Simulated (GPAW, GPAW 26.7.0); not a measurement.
# Cs 3d binding energy in caesium metal: four semilocal functionals about five electronvolts too low

## What was measured

The reference is a photoemission value for caesium metal from a handbook table: "Electron binding energies" (2001, X-Ray Data Booklet, Lawrence Berkeley National Laboratory, Table 1-1; from Cardona and Ley (eds.), Photoemission in Solids I (1978)). The table prints 726.6 eV for Cs 3d5/2, counted from the Fermi level. The calculation has no spin-orbit splitting of the core line, so the value to compare with is the multiplicity-weighted centre of the doublet. With the splitting from the same source this centre lies 5.56 eV higher, at 732.16 eV. The number is quoted from earlier work, and I have no sample or temperature to go with it. A photoemission line contains the relaxation of the other electrons around the hole, so it has to be compared with a total-energy difference and not with a ground-state eigenvalue.

| compared with | measured | source's wording or label | method |
| --- | --- | --- | --- |
| Cs 3d (eV) | 732.16 | formed from the printed 726.6 eV (Cs 3d5/2 of the metal against the Fermi level) | photoemission, handbook table |

Conditions are those given with the value in the passage it was taken from; "not stated" means there, and the paper may say more elsewhere. The values are a selection: others may have been left out beforehand as unlike or outlying.

## Approach

I want the cheapest level of theory that puts the Cs 3d level within 0.25 eV of the reference, a target of my own choosing. Shifts of a core line between chemical environments often amount to a few tenths of an electronvolt up to a few electronvolts, so an absolute level good to 0.25 eV could help to assign a line without first being aligned to a standard.

The model is nonmagnetic bcc caesium at a measured cell, held fixed. Caesium is soft and expands strongly on heating, so the volume carries the temperature of its determination; I expect this to matter little for a level this deep. The binding energy is the total energy of the cell with a 3d hole, its electron added to the valence, minus that of the cell without a hole. The hole is spin-paired and the core scalar-relativistic.

Two sources of error need separating. Semilocal functionals usually miss deep levels of heavy atoms by more than an electronvolt. Besides, a hole in a one-atom cell means a hole on every atom, which is a dense lattice of ionised atoms and not one ion in a metal. I begin with LDA in that small cell, go on to gradient-corrected functionals, then test cutoff, k-point mesh and the distance between holes.

System: Cs; space group Im-3m, 1 atom in the base cell, measured (COD) cell.

On the selection of runs and values: Besides any runs that a report passes over, these were set aside when the results were gathered: 1 cell relaxed under the stress of an incomplete basis; 1 planned but not run to their end in the time given.

## 1. LDA in the one-atom cell

LDA is the simplest functional, and the one-atom cell makes the run light. It gives a first absolute level from which to measure the effect of each later step. I expect a miss of more than an electronvolt.

**Run 1.** GPAW 26.7.0: LDA; 1-atom cell, holes 5.2 A apart; electron kept in the cell (mesh 8x8x8, cutoff 420 eV, 1 atoms).

Key lines of the input:
```
atoms = Atoms(['Cs'],
              cell=[[-3.0225, 3.0225, 3.0225], [3.0225, -3.0225, 3.0225], [3.0225, 3.0225, -3.0225]],
              scaled_positions=[[0.0, 0.0, 0.0]],
              pbc=(True, True, True))
params = dict(mode=PW(420),
              xc='LDA',
              kpts={'size': (8, 8, 8), 'gamma': True},
              occupations=FermiDirac(0.08),
              nbands=-8,
              maxiter=200,
              txt='gs.txt')
hole.calc = GPAW(**{**params, 'charge': -1, 'txt': f'hole{i}.txt', 'setups': {**params.get('setups', {}), i: 'hole' + params.get('setups', {}).get(atoms[i].symbol, '')}})
out['levels'][i] = hole.get_potential_energy(force_consistent=True) + hole.calc.get_reference_energy() - e0
```

Command:
```
gpaw-setup -f LDA Cs > setup.log
gpaw-setup -f LDA --core-hole=3d,1.0 --name=hole Cs > setup.log
OMP_NUM_THREADS=1 mpirun -n 4 gpaw python run.py > run.log
```

Selected lines of the output:
```
[energy with the hole less without, eV] Cs 1 3d: 727.125
```

Converged; 7.4 s on 4 cores of AMD EPYC 7B13 (Zen 3), shared host.

| quantity | run 1 | measured | deviation |
| --- | --- | --- | --- |
| Cs 3d (eV) | 727.12 | 732.16 | −5.03 |
| volume an atom (Å³) | 110.45 |  |  |

LDA puts the level at 727.12 eV, 5.03 eV below the reference and about twenty times the target away. The number lies close to the tabulated 3d5/2 line at 726.6 eV, but that is no agreement: a calculation without spin-orbit splitting has to be held against the centre of the doublet.

The spin-paired hole does not explain the miss. It lacks the exchange energy of the unpaired core electron, which makes the hole state too costly and raises the computed level. The result is too low all the same, so putting this defect right would widen the gap.

## 2. PBE in the same cell

Gradient corrections act most strongly where the density varies fast, as it does in the core, and they add almost nothing to the cost. I change only the functional, with the potentials generated to match, and expect the level to move up by an electronvolt or more. Whether that covers a gap of five is doubtful.

**Run 2.** GPAW 26.7.0: PBE; 1-atom cell, holes 5.2 A apart; electron kept in the cell (mesh 8x8x8, cutoff 420 eV, 1 atoms).

Key lines of the input, as changed from run 1:
```diff
  params = dict(mode=PW(420),
-               xc='LDA',
+               xc='PBE',
```

Command:
```
gpaw-setup -f PBE Cs > setup.log
gpaw-setup -f PBE --core-hole=3d,1.0 --name=hole Cs > setup.log
OMP_NUM_THREADS=1 mpirun -n 4 gpaw python run.py > run.log
```

Selected lines of the output:
```
[energy with the hole less without, eV] Cs 1 3d: 727.010
```

Converged; 8.6 s, same machine.

| quantity | run 2 | measured | deviation |
| --- | --- | --- | --- |
| Cs 3d (eV) | 727.01 | 732.16 | −5.15 |
| volume an atom (Å³) | 110.45 |  |  |

PBE gives 727.01 eV, 0.11 eV below LDA. I had expected a rise of an electronvolt or more; the gradient correction hardly changes this level, and the miss stays above five electronvolts.



## 3. Two other gradient corrections

Before paying for a larger cell I try RPBE and PBEsol, which should cost about as much as PBE. They change the gradient dependence of exchange in opposite directions from PBE, and so show how far this class of functional can move the level. After the small step from LDA to PBE I expect shifts of some tenths of an electronvolt, far short of what is missing.

**Run 3.** GPAW 26.7.0: RPBE; 1-atom cell, holes 5.2 A apart; electron kept in the cell (mesh 8x8x8, cutoff 420 eV, 1 atoms).

Key lines of the input, as changed from run 1:
```diff
  params = dict(mode=PW(420),
-               xc='LDA',
+               xc='RPBE',
```

Command:
```
gpaw-setup -f RPBE Cs > setup.log
gpaw-setup -f RPBE --core-hole=3d,1.0 --name=hole Cs > setup.log
OMP_NUM_THREADS=1 mpirun -n 4 gpaw python run.py > run.log
```

Selected lines of the output:
```
[energy with the hole less without, eV] Cs 1 3d: 727.029
```

Converged; 9.8 s on 4 cores of Arm Neoverse V1, shared host.

**Run 4.** GPAW 26.7.0: PBEsol; 1-atom cell, holes 5.2 A apart; electron kept in the cell (mesh 8x8x8, cutoff 420 eV, 1 atoms).

Key lines of the input, as changed from run 1:
```diff
  params = dict(mode=PW(420),
-               xc='LDA',
+               xc='PBEsol',
```

Command:
```
gpaw-setup -f PBEsol Cs > setup.log
gpaw-setup -f PBEsol --core-hole=3d,1.0 --name=hole Cs > setup.log
OMP_NUM_THREADS=1 mpirun -n 4 gpaw python run.py > run.log
```

Selected lines of the output:
```
[energy with the hole less without, eV] Cs 1 3d: 726.924
```

Converged; 9.1 s on 4 cores of AMD EPYC 7B13 (Zen 3), shared host.

| quantity | run 3 | run 4 | measured |
| --- | --- | --- | --- |
| Cs 3d (eV) | 727.03 | 726.92 | 732.16 |
| volume an atom (Å³) | 110.45 | 110.45 |  |

RPBE gives 727.03 eV and PBEsol 726.92 eV. All four functionals lie within 0.20 eV of one another and about five electronvolts below the reference, so another gradient correction of this kind is unlikely to close the gap.

## 4. Cutoff, k-point mesh and smearing

The common miss may come from something the four runs share. I test the numerical settings first, with PBE in the one-atom cell, where this is still cheap: a higher cutoff, a denser mesh and a wider Fermi-Dirac smearing, each changed alone. The last two matter because the level is a difference of free energies between two metals with different numbers of valence electrons. I expect changes of a few hundredths of an electronvolt, which would leave the distance between the holes as the next thing to examine.

**Run 5.** GPAW 26.7.0: PBE, cutoff at 140 % of the usual; 1-atom cell, holes 5.2 A apart; electron kept in the cell (mesh 8x8x8, cutoff 588 eV, 1 atoms).

Key lines of the input, as changed from run 2:
```diff
- params = dict(mode=PW(420),
+ params = dict(mode=PW(588),
```

Selected lines of the output:
```
[energy with the hole less without, eV] Cs 1 3d: 727.009
```

Converged; 9 s on 4 cores of Intel Xeon 6975P-C (Granite Rapids), shared host.

**Run 6.** GPAW 26.7.0: PBE, another k-point mesh; 1-atom cell, holes 5.2 A apart; electron kept in the cell (mesh 12x12x12, cutoff 420 eV, 1 atoms).

Key lines of the input, as changed from run 2:
```diff
  params = dict(mode=PW(420),
-               kpts={'size': (8, 8, 8), 'gamma': True},
+               kpts={'size': (12, 12, 12), 'gamma': True},
```

Selected lines of the output:
```
[energy with the hole less without, eV] Cs 1 3d: 727.011
```

Converged; 13 s on 4 cores of AMD EPYC 7B13 (Zen 3), shared host.

**Run 7.** GPAW 26.7.0: PBE, Fermi-Dirac width 0.2 eV; 1-atom cell, holes 5.2 A apart; electron kept in the cell (mesh 8x8x8, cutoff 420 eV, 1 atoms).

Key lines of the input, as changed from run 2:
```diff
  params = dict(mode=PW(420),
-               occupations=FermiDirac(0.08),
+               occupations=FermiDirac(0.2),
```

Selected lines of the output:
```
[energy with the hole less without, eV] Cs 1 3d: 726.953
```

Converged; 6 s on 4 cores of Intel Xeon 6975P-C (Granite Rapids), shared host.

| quantity | run 5 | run 6 | run 7 | measured |
| --- | --- | --- | --- | --- |
| Cs 3d (eV) | 727.01 | 727.01 | 726.95 | 732.16 |
| volume an atom (Å³) | 110.45 | 110.45 | 110.45 |  |

The higher cutoff and the denser mesh each move the PBE level by only 0.001 eV. The wider smearing lowers it by 0.06 eV, a little more than I expected but about a hundredth of the miss. In the one-atom cell the five electronvolts therefore do not come from these settings.

## 5. Holes farther apart

The four-atom cell moves the holes from 5.2 to 8.5 Å apart and leaves three atoms without a hole to share in the screening. It costs more than the one-atom cell, but it removes the crudest feature of the model, a metal in which every atom is ionised in its core. I keep PBE and the cutoff, with a 6x6x6 mesh for the larger cell. I expect a visible shift, perhaps some tenths of an electronvolt, and do not see how it could reach five.

**Run 8.** GPAW 26.7.0: PBE; 4-atom cell, holes 8.5 A apart; electron kept in the cell (mesh 6x6x6, cutoff 420 eV, 4 atoms).

Key lines of the input, as changed from run 2:
```diff
- atoms = Atoms(['Cs'],
-               cell=[[-3.0225, 3.0225, 3.0225], [3.0225, -3.0225, 3.0225], [3.0225, 3.0225, -3.0225]],
-               scaled_positions=[[0.0, 0.0, 0.0]],
+ atoms = Atoms(['Cs', 'Cs', 'Cs', 'Cs'],
+               cell=[[-6.045, 6.045, 0.0], [6.045, 0.0, 6.045], [0.0, 6.045, -6.045]],
+               scaled_positions=[[0.0, 0.0, 0.0], [0.75, 0.25, 0.75], [0.5, 0.5, 0.5], [0.25, 0.75, 0.25]],
  params = dict(mode=PW(420),
-               kpts={'size': (8, 8, 8), 'gamma': True},
+               kpts={'size': (6, 6, 6), 'gamma': True},
```

Selected lines of the output:
```
[energy with the hole less without, eV] Cs 1 3d: 727.238
```

Converged; 33 s on 4 cores of AMD EPYC 7B13 (Zen 3), shared host.

| quantity | run 8 | measured | deviation |
| --- | --- | --- | --- |
| Cs 3d (eV) | 727.24 | 732.16 | −4.92 |
| volume an atom (Å³) | 110.45 |  |  |

With the holes 8.5 Å apart the level rises from 727.01 eV in run 2 to 727.24 eV, a shift of about 0.23 eV. That is about the size I expected and the largest shift among the PBE runs. It is also nearly as large as the whole target, so the level is not shown to be converged with the distance between holes, and a still larger cell would be needed to settle the last tenths. The mesh changed along with the cell, but in the one-atom cell a denser mesh made almost no difference.

The result remains 4.92 eV too low. Neither the choice among these four functionals nor any setting I varied moves the level by more than a small fraction of that. I stop here, because more work on cutoff or mesh at this level of theory would not bring the target within reach.

## All runs against the measurement

| run | settings | Cs 3d (eV) | deviation | cost |
| --- | --- | --- | --- | --- |
| 1 | LDA, 1-atom cell, holes 5.2 A apart, electron kept in the cell (mesh 8x8x8, cutoff 420 eV, 1 atoms) | 727.12 | −5.03 | under 1 core-min |
| 2 | PBE, 1-atom cell, holes 5.2 A apart, electron kept in the cell (mesh 8x8x8, cutoff 420 eV, 1 atoms) | 727.01 | −5.15 | under 1 core-min |
| 3 | RPBE, 1-atom cell, holes 5.2 A apart, electron kept in the cell (mesh 8x8x8, cutoff 420 eV, 1 atoms) | 727.03 | −5.13 | under 1 core-min |
| 4 | PBEsol, 1-atom cell, holes 5.2 A apart, electron kept in the cell (mesh 8x8x8, cutoff 420 eV, 1 atoms) | 726.92 | −5.24 | under 1 core-min |
| 5 | PBE, cutoff at 140 % of the usual, 1-atom cell, holes 5.2 A apart, electron kept in the cell (mesh 8x8x8, cutoff 588 eV, 1 atoms) | 727.01 | −5.15 | under 1 core-min |
| 6 | PBE, another k-point mesh, 1-atom cell, holes 5.2 A apart, electron kept in the cell (mesh 12x12x12, cutoff 420 eV, 1 atoms) | 727.01 | −5.15 | under 1 core-min |
| 7 | PBE, Fermi-Dirac width 0.2 eV, 1-atom cell, holes 5.2 A apart, electron kept in the cell (mesh 8x8x8, cutoff 420 eV, 1 atoms) | 726.95 | −5.21 | under 1 core-min |
| 8 | PBE, 4-atom cell, holes 8.5 A apart, electron kept in the cell (mesh 6x6x6, cutoff 420 eV, 4 atoms) | 727.24 | −4.92 | 2.2 core-min |
|  | measured | 732.16 |  |  |

Further runs on the same system, made beside this series (convergence steps with loose settings among them):

| further | settings | Cs 3d (eV) | deviation | cost |
| --- | --- | --- | --- | --- |
| F1 | PBE, another k-point mesh, 1-atom cell, holes 5.2 A apart, electron kept in the cell (mesh 6x6x6, cutoff 420 eV, 1 atoms) | 727.01 | −5.15 | under 1 core-min |
| F2 | PBE, cutoff at 70 % of the usual, 1-atom cell, holes 5.2 A apart, electron kept in the cell (mesh 8x8x8, cutoff 294 eV, 1 atoms) | 727.01 | −5.15 | under 1 core-min |
|  | measured | 732.16 |  |  |

## Conclusion

The target is missed by a wide margin. PBE in the four-atom cell, the most complete model here, puts the Cs 3d level at 727.24 eV, 4.92 eV below the reference and about twenty times the allowed 0.25 eV. It cost 2.2 core-minutes. None of the levels tried is accurate enough for an absolute binding energy.

The larger cell was the most useful step: moving the holes apart raised the PBE level from 727.01 eV (run 2) to 727.24 eV (run 8). Convergence with that distance remains open, at a scale that matters for the target but not for the verdict. In the one-atom cell, mesh and cutoff hardly matter, even at looser settings, and wider smearing changes the level by only 0.06 eV. RPBE and PBEsol brought no useful improvement, but they showed that the miss is common to all four functionals, which agree within 0.20 eV.

That agreement does not make them right, since they share the semilocal form of exchange and correlation. The error of this form for a compact 3d shell is, in my judgement, the likeliest main cause. A total-energy difference removes much of the self-interaction error that an eigenvalue carries, but not necessarily all of it, and what remains would be expected to leave the level too low. This is argued from theory; no run shown in this report isolates it or gives its size. The spin-paired hole errs the other way, so correcting it would widen the miss. The scalar-relativistic core need not reproduce the centre of the measured doublet, and I cannot give that difference a sign or size. The effect of thermal expansion on the level is not shown in this report; I would expect it to be small beside the miss.

Handbook values for one line scatter by a few tenths of an electronvolt, far too little to account for the gap. A natural next test is a functional with exact exchange that acts on the core as well as the valence, since the hole here sits in a potential generated with a semilocal functional. A fully relativistic all-electron calculation would size the scalar-relativistic term.

[Logs are printed without paths, hosts, clocks, repeated set-up lines and the standing remarks that a program may print on its own settings, such as how far it seeks lower states.]

[The runs shown are a pick from a larger set of finished runs; failed, doubtful and other runs were left out of it ahead of writing. So were measured values far from every level or from commonly accepted values, and agreement can look better than it is. Lines of input and output are excerpts and may be shortened.]
